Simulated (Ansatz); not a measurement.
# A series in volume scale on Cd

Results calculated with Ansatz 0.2.0, not measured. Plane-wave DFT, scalar-relativistic PAW made under PBE with cores redone for the functional, no dispersion; the given relaxed cell is scaled uniformly, energy at zero smearing counts from the unscaled cell, pressure at the given Fermi-Dirac smearing is positive in compression.

The cell before it is scaled or strained (space group Fd-3m, No. 227):
```
Cd
1.0
      0.0000     3.1545     3.1545
      3.1545     0.0000     3.1545
      3.1545     3.1545     0.0000
Cd
2
Direct
  0.12500 0.12500 0.12500
  0.87500 0.87500 0.87500
```

Settings of every row: spin polarised no; functional LDA; wave cutoff 420 eV; smearing width 0.1 eV; k mesh 10x10x10.

Atom starting moment: 0 on all atoms.

Limits: the cell comes from a prototype or a list of computed structures and needn't be the stable phase.

| row | volume scale | V (Å³/atom) | pressure (GPa) | energy change per atom (meV) |
| --- | --- | --- | --- | --- |
| 1 | 0.88 | 27.623 | 5.39 | 54.4 |
| 2 | 0.92 | 28.879 | ? | ? |
| 3 | 0.96 | 30.134 | 1.4 | 5.21 |
| 4 | 1.04 | 32.646 | -0.91 | 3.63 |
| 5 | 1.08 | 33.901 | -1.68 | 14.12 |
| 6 | 1.12 | 35.157 | -2.27 | 29.87 |

Question: what pressure and energy change per atom should row 2 give?

Worked fit of pressure. Take u = (V_r/V)^(2/3) − 1 with V_r = 32.646 Å³ an atom, which is twice the finite (Eulerian) strain; such expansions in the strain, on which the Birch-Murnaghan equation of state is built, carry the rest volume and the bulk modulus. The shown rows have u = 0.11782, 0.05483, 0, -0.02483, -0.0482. Least squares give pressure = −0.943 + 34.677 × u + 160.99 × u² GPa; a straight line predicts inner rows, each left out in turn, worse (root mean square 0.55 against 0.07 GPa). The rows lie off it by 0.01, -0.04, 0.03, 0.02, -0.03. The pressure vanishes at u = 0.0244, or V = 31.49 Å³ an atom, and there the bulk modulus at fixed shape and fractions is B = −V dP/dV = (2/3)(1 + u) dP/du = 29.1 GPa. The withheld row has u = 0.08517, so the fit gives −0.943 + 34.677 × (0.08517) + 160.99 × (0.08517)² = 3.18 GPa.

The calculation gave 3.12 GPa. The fit lies 0.06 GPa (1.9 % of the value, 0.78 % of the column's range) above it; its largest miss of a shown row is 0.04 GPa.

Worked fit of energy change per atom. Take u = (V_r/V)^(2/3) − 1 with V_r = 32.646 Å³ an atom, which is twice the finite (Eulerian) strain; such expansions in the strain, on which the Birch-Murnaghan equation of state is built, carry the rest volume and the bulk modulus. The shown rows have u = 0.11782, 0.05483, 0, -0.02483, -0.0482. Least squares give energy change per atom = 3.033 − 277.19 × u + 6035.98 × u² meV; a straight line predicts inner rows, each left out in turn, worse (root mean square 20 against 1.3 meV). The rows lie off it by 0.24, -0.77, 0.60, 0.48, -0.55 (root mean square 0.56 meV). The withheld row has u = 0.08517, so the fit gives 3.033 − 277.19 × (0.08517) + 6035.98 × (0.08517)² = 23.21 meV.

The calculation gave 22.06 meV. The fit lies 1.15 meV (5.2 % of the value, 2.3 % of the column's range) above it; its largest miss of a shown row is 0.77 meV.
